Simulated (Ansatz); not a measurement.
## A series in volume scale on Te

All results are calculated (Ansatz 0.2.0). Free energy against uniform scaling of the volume at fixed shape and fractions; periodic cell, basis, potentials, k mesh and filling as listed.

The cell before it is scaled or strained (space group Imma, No. 74):
```
cell vectors (Å)
  -2.9578     3.8760     1.5352
   2.9578    -3.8760     1.5352
   2.9578     3.8760    -1.5352
atoms (fractions of the cell vectors)
Te  0.99907  0.24907  0.75000
Te  0.00093  0.75093  0.25000
```

Settings of every row: functional r2SCAN; dispersion none; potentials PAW; wave cutoff 503.41 eV; density cutoff 2013.6 eV; k mesh 11x11x11; k shift 0x0x0; occupations fermi dirac; smearing width 0.05 eV; spin none; SCF threshold exponent -9.

Limits: a layered crystal: even scaling strains the bonds within the layers, so this curve is stiffer than the crystal under pressure; coarse k mesh, up to 40 meV an atom off; no spin-orbit coupling, which can matter with elements this heavy; the cell comes from a prototype or a list of computed structures and needn't be the stable phase.

```csv
row,volume scale,V (Å³/atom),energy above lowest point (meV/atom)
1,0.88,30.976,100.1
2,0.92,32.384,42.3
3,0.96,33.792,10.7
4,1,35.2,0
5,1.04,36.608,?
6,1.08,38.016,25.3
7,1.12,39.424,55.1
```

Question: what energy above lowest point should row 5 give?

Worked fit of energy above lowest point. Take u = (V_r/V)^(2/3) − 1 with V_r = 34.496 Å³ an atom, which is twice the finite (Eulerian) strain; such expansions in the strain, on which the Birch-Murnaghan equation of state is built, carry the rest volume and the bulk modulus. The shown rows have u = 0.07439, 0.04302, 0.01384, -0.01338, -0.06272, -0.08517. Least squares give energy above lowest point = 3.05 + 385.8 × u + 12053 × u² + 4044 × u³ meV/atom; a parabola predicts inner rows, each left out in turn, worse (root mean square 0.61 against 0.066 meV/atom). All shown rows lie on it to the printed digit. Its lowest point lies at u = -0.0161, or V = 35.35 Å³ an atom, and the curvature there gives the bulk modulus at fixed shape and fractions, B = (4/9)(1 + u)² E″(u)/V = 46.2 GPa. Letting shape and atoms relax would as a rule lower it, by much in layered, chain or molecular crystals. The withheld row has u = -0.03884, so the fit gives 3.05 + 385.8 × (-0.03884) + 12053 × (-0.03884)² + 4044 × (-0.03884)³ = 6.0 meV/atom.

The calculation gave 6 meV/atom. The fit meets it to the printed digit.
